**Two directions of absorption in layered Na2BrF**

In Na2BrF, bromide and fluoride ions lie in separate layers, with sodium between them. Light whose electric field lies in the layers therefore drives other electronic transitions than light whose field points along the stacking axis. The calculation follows both up to 7.1 eV. How strongly does each direction absorb at 7.3, 7.5, 7.7 and 7.9 eV, and which of them absorbs more?

Dielectric function of Na2BrF (space group R-3m, 4 atoms in the cell), computed with Ansatz 0.2.0 using the scalar-relativistic PBE functional, PAW datasets and a 420 eV plane-wave cutoff. Electrons respond as independent particles, without local fields or excitons, on a 12×12×12 k mesh with 0.1 eV Gaussian broadening. The real parts include a contribution from unsolved bands.

| photon energy (eV) | dielectric imaginary xx | dielectric imaginary zz | dielectric real xx | dielectric real zz |
| --- | --- | --- | --- | --- |
| 0.1 | 0 | 0 | 2.72 | 2.78 |
| 0.3 | 0 | 0 | 2.72 | 2.78 |
| 0.5 | 0 | 0 | 2.72 | 2.79 |
| 0.7 | 0 | 0 | 2.73 | 2.79 |
| 0.9 | 0 | 0 | 2.74 | 2.80 |
| 1.1 | 0 | 0 | 2.75 | 2.81 |
| 1.3 | 0 | 0 | 2.76 | 2.83 |
| 1.5 | 0 | 0 | 2.77 | 2.84 |
| 1.7 | 0 | 0 | 2.79 | 2.86 |
| 1.9 | 0 | 0 | 2.81 | 2.88 |
| 2.1 | 0 | 0 | 2.84 | 2.90 |
| 2.3 | 0 | 0 | 2.87 | 2.93 |
| 2.5 | 0 | 0 | 2.90 | 2.96 |
| 2.7 | 0 | 0 | 2.95 | 3.00 |
| 2.9 | 0 | 0 | 3.02 | 3.04 |
| 3.1 | 0.06 | 0 | 3.14 | 3.09 |
| 3.3 | 0.2 | 0 | 3.14 | 3.15 |
| 3.5 | 0.25 | 0 | 3.10 | 3.22 |
| 3.7 | 0.26 | 0.01 | 3.08 | 3.30 |
| 3.9 | 0.26 | 0.01 | 3.08 | 3.40 |
| 4.1 | 0.25 | 0.02 | 3.09 | 3.52 |
| 4.3 | 0.24 | 0.03 | 3.12 | 3.69 |
| 4.5 | 0.23 | 0.08 | 3.16 | 4.02 |
| 4.7 | 0.2 | 0.54 | 3.21 | 4.25 |
| 4.9 | 0.18 | 0.86 | 3.30 | 4.17 |
| 5.1 | 0.16 | 1.08 | 3.41 | 4.09 |
| 5.3 | 0.15 | 1.25 | 3.56 | 4.01 |
| 5.5 | 0.15 | 1.4 | 3.77 | 3.93 |
| 5.7 | 0.3 | 1.53 | 4.08 | 3.85 |
| 5.9 | 0.56 | 1.63 | 4.21 | 3.78 |
| 6.1 | 0.74 | 1.76 | 4.32 | 3.71 |
| 6.3 | 0.93 | 1.88 | 4.46 | 3.65 |
| 6.5 | 1.2 | 2 | 4.62 | 3.57 |
| 6.7 | 1.58 | 2.11 | 4.76 | 3.47 |
| 6.9 | 1.93 | 2.19 | 4.67 | 3.36 |
| 7.1 | 2.12 | 2.33 | 4.80 | 3.30 |
| 7.3 | ? | ? | ? | ? |
| 7.5 | ? | ? | ? | ? |
| 7.7 | ? | ? | ? | ? |
| 7.9 | ? | ? | ? | ? |

The imaginary part of the dielectric function measures absorption; the real part measures how easily the electrons are polarised. The label xx stands for a field in the layers, zz for one along the stacking axis. An imaginary part near 0.25, as xx has at 3.5 eV, lets light travel a few hundred nanometres. One near 2, at 7 eV, stops it within some tens of nanometres.

**0.1 to 2.9 eV: no absorption, yet a rising real part**

Both imaginary parts are zero here, but the real parts start at 2.72 and 2.78 and climb. An electron driven below its transition energy follows the field in step, and more willingly the closer the photon comes to that energy. Transitions above the photon energy thus raise the real part. Transitions below it respond in antiphase and lower it. The real part therefore carries news of absorption that lies higher up.

**3.1 to 5.5 eV: a weak start in the layers, a sharp edge along the axis**

Absorption in the layers begins near 3 eV, never exceeds 0.26 and then fades. Along the axis there is almost none until 4.5 eV, and at 4.7 eV it jumps to 0.54. Symmetry offers a reason: at the zone centre, in-plane bromine p orbitals can pass an electron to an s-like conduction band only for a field in the layers, and the upright p orbital only for a field along the axis. If overlap between neighbouring bromides lifts the in-plane orbitals, xx must start first. The calculation does place the smallest gap, 3.10 eV, at the zone centre. Just above this gap only xx absorbs, as expected if in-plane orbitals form the top of the valence bands. The orbitals themselves have not been analysed, so their lifting by overlap is plausible rather than shown.

Neither edge should be used as the transparency limit of a real crystal. The PBE functional places the gaps of alkali halides several electronvolts too low. The attraction between electron and hole, which normally shapes the measured edge, is left out as well.

**4.7 to 7.1 eV along the axis: a square root**

Near the lower edge of a pair of parabolic bands, the number of possible transitions grows as the square root of the energy above the edge. With a constant dipole strength, the imaginary part does the same. The fitted edge lies at 4.55 eV. From 5.1 to 6.7 eV the distance to it grows about fourfold, and the absorption about doubles, from 1.08 to 2.11. Over such a wide range this is a useful shape, not evidence that a single pair of bands is at work.

**5.7 to 7.1 eV in the layers: growth, then hesitation**

Here the absorption climbs at every step, close to a straight line of 1.3 per electronvolt on top of the weak first contribution. The line is empirical; it suits a situation in which more and more band pairs join in. The last step, however, is only 0.19 after one of 0.35. This may be a pause or the approach to a summit, and the imaginary part alone cannot decide.

**The row at 6.9 eV: looking upward through the real part**

The Kramers-Kronig relation turns the absorption at all energies into the real part at one energy. It is built into a calculation of this kind, so it serves here as a tool and is not being tested. From 0.1 to 6.9 eV, real xx rises from 2.72 to 4.67, that is by 1.95. The absorption already in the table would by itself have lowered it by 0.21. Absorption above the known range must therefore supply 1.95 + 0.21 = 2.16.

Suppose that this hidden absorption has one constant height c from 7.3 eV upward. Its contribution to the rise is then −(c/π) ln(1 − 6.9²/7.3²). The logarithm is −2.24, so c = π × 2.16/2.24 ≈ 3.0. The same steps give 2.3 along the axis. Taking the row at 6.7 eV as reference instead, or ending the plateau at 20 eV, moves these heights by less than a tenth of their size. A real plateau must end somewhere, since an endless one would make the real part itself infinite, though not its rise. The sooner it ends, the higher it has to be.

A height of 3.0, well above the last known 2.12, speaks for a pause rather than a summit with only weaker absorption beyond it. It is an average, though. About 40 % of its weight lies between 7.3 and 8.0 eV and the rest higher up, so it tells how much absorption is coming, not at which energy.

**The forecast**

The central values continue two fits, each made to all 36 known rows of its direction: the square-root edge for zz, and a constant plus a straight line for xx. The ranges are judgements and widen with energy, because new band edges may enter.

| Photon energy (eV) | Imaginary xx | Imaginary zz |
|---|---|---|
| 7.3 | 2.37 ± 0.30 | 2.38 ± 0.15 |
| 7.5 | 2.63 ± 0.40 | 2.46 ± 0.25 |
| 7.7 | 2.90 ± 0.50 | 2.55 ± 0.35 |
| 7.9 | 3.17 ± 0.60 | 2.63 ± 0.45 |

In words, xx keeps rising and zz rises slowly. Absorption in the layers is the stronger at 7.5, 7.7 and 7.9 eV, while 7.3 eV is too close to call. The ranges overlap in the later rows too, so this order also leans on the higher hidden level for xx. For the real parts the forecast is only an order: xx stays above zz in all four rows.

The withheld rows as computed:

| photon energy (eV) | dielectric imaginary xx | dielectric imaginary zz | dielectric real xx | dielectric real zz |
| --- | --- | --- | --- | --- |
| 7.3 | 2.79 | 2.43 | 4.95 | 2.93 |
| 7.5 | 3.6 | 2.12 | 4.54 | 2.87 |
| 7.7 | 3.72 | 2.04 | 3.70 | 3.12 |
| 7.9 | 3.31 | 2.21 | 3.80 | 3.31 |

**7.3 to 7.9 eV: the right order, the wrong shapes**

Both forecasts of order hold. Absorption in the layers takes the lead, by 1.48 at 7.5 eV, and real xx stays above real zz throughout. The numbers fare worse: only three of the eight values fall inside their ranges, namely zz at 7.3 eV and both directions at 7.9 eV.

The row at 7.5 eV shows the failure most clearly. In the layers the absorption reaches 3.60, almost 1 above the forecast and far outside its range. Along the axis it has dropped to 2.12, where a slow rise was forecast. One curve surges while the other turns down, and neither formula contains such an event.

The hit for xx at 7.9 eV deserves little credit. The computed absorption climbs to 3.72 at 7.7 eV and then falls to 3.31, so a falling curve meets a rising line. The forecast that xx keeps rising fails at this last step. The forecast that zz rises slowly fails at 7.5 and 7.7 eV, where the curve falls. At 7.9 eV it climbs again, but from a lower level, and its value counts as a hit only because the range had grown wide.

The common flaw is that both formulas are built on the energy where absorption begins and know nothing of what the bands do higher up. A pair of bands spans a limited range of energies. Its contribution swells where the two bands run nearly parallel, since many transitions then share one energy, and it shrinks beyond. Peaks and dips can arise in this way, but which bands produce them here has not been traced. Part of the sharp structure may also come from the finite k mesh, whose convergence was not tested.

The real part had given the better hint of the average height. Over the four revealed rows the absorption averages about 3.4 in the layers and 2.2 along the axis, against hidden levels of 3.0 and 2.3; both fits lie further off. The comparison is loose, because those levels also cover higher energies. Nor could a level of 3.0 have warned of the surge: a line that starts at 2.37 and rises past 3 can have the same average.

The same reading can be tried on any insulator whose real and imaginary parts are both known up to some energy, provided the real part was not itself worked out from the cut-off absorption. If the real part climbs more than the known absorption explains, further absorption lies ahead, and the excess gives its rough average height once a flat shape and its upper end are assumed. The position of the peaks has to come from the bands themselves. The printed analysis below gives both fits and the hidden levels.

Numerical output:

```
fit of dielectric_imaginary_zz on 36 rows: coefficient of (photon_energy > s)*sqrt(abs(photon_energy - s)) 1.435 +/- 0.0046, s 4.554; rms 0.0187, worst 4.5 -0.08, leave-one-out rms 0.0253
  rows outside the fit (model, value, miss): 7.3 2.378, 2.43, -0.0523; 7.5 2.463, 2.12, 0.343; 7.7 2.545, 2.04, 0.505; 7.9 2.625, 2.21, 0.415
fit of dielectric_imaginary_xx on 36 rows: coefficient of first 0.1987 +/- 0.013, coefficient of (photon_energy > s)*(photon_energy - s) 1.329 +/- 0.024, s 5.669; rms 0.0473, worst 3.1 0.139, leave-one-out rms 0.0615
  rows outside the fit (model, value, miss): 7.3 2.367, 2.79, -0.423; 7.5 2.633, 3.6, -0.967; 7.7 2.899, 3.72, -0.821; 7.9 3.165, 3.31, -0.145
hidden part of the rise of real xx from 0.1 to 6.9 eV: 2.16
hidden part of the rise of real zz from 0.1 to 6.9 eV: 1.636
flat level of hidden absorption above 7.3 eV, xx: 3.031
flat level of hidden absorption above 7.3 eV, zz: 2.296
the same with the level ending at 20 eV, xx: 3.213
the same with the level ending at 20 eV, zz: 2.434
flat level above 7.1 eV from the real part at 6.7 eV, xx: 2.879
flat level above 7.1 eV from the real part at 6.7 eV, zz: 2.32
share of the weight of an endless flat level that lies between 7.3 and 8.0 eV, percent: 39.15
growth of imaginary xx from 6.7 to 6.9 eV: 0.35
growth of imaginary xx from 6.9 to 7.1 eV: 0.19
computed imaginary xx less zz in the withheld rows: 0.36, 1.48, 1.68, 1.1
smallest real xx less zz among the withheld rows: 0.49
withheld xx values inside the stated range, of 4: 1
withheld zz values inside the stated range, of 4: 2
```
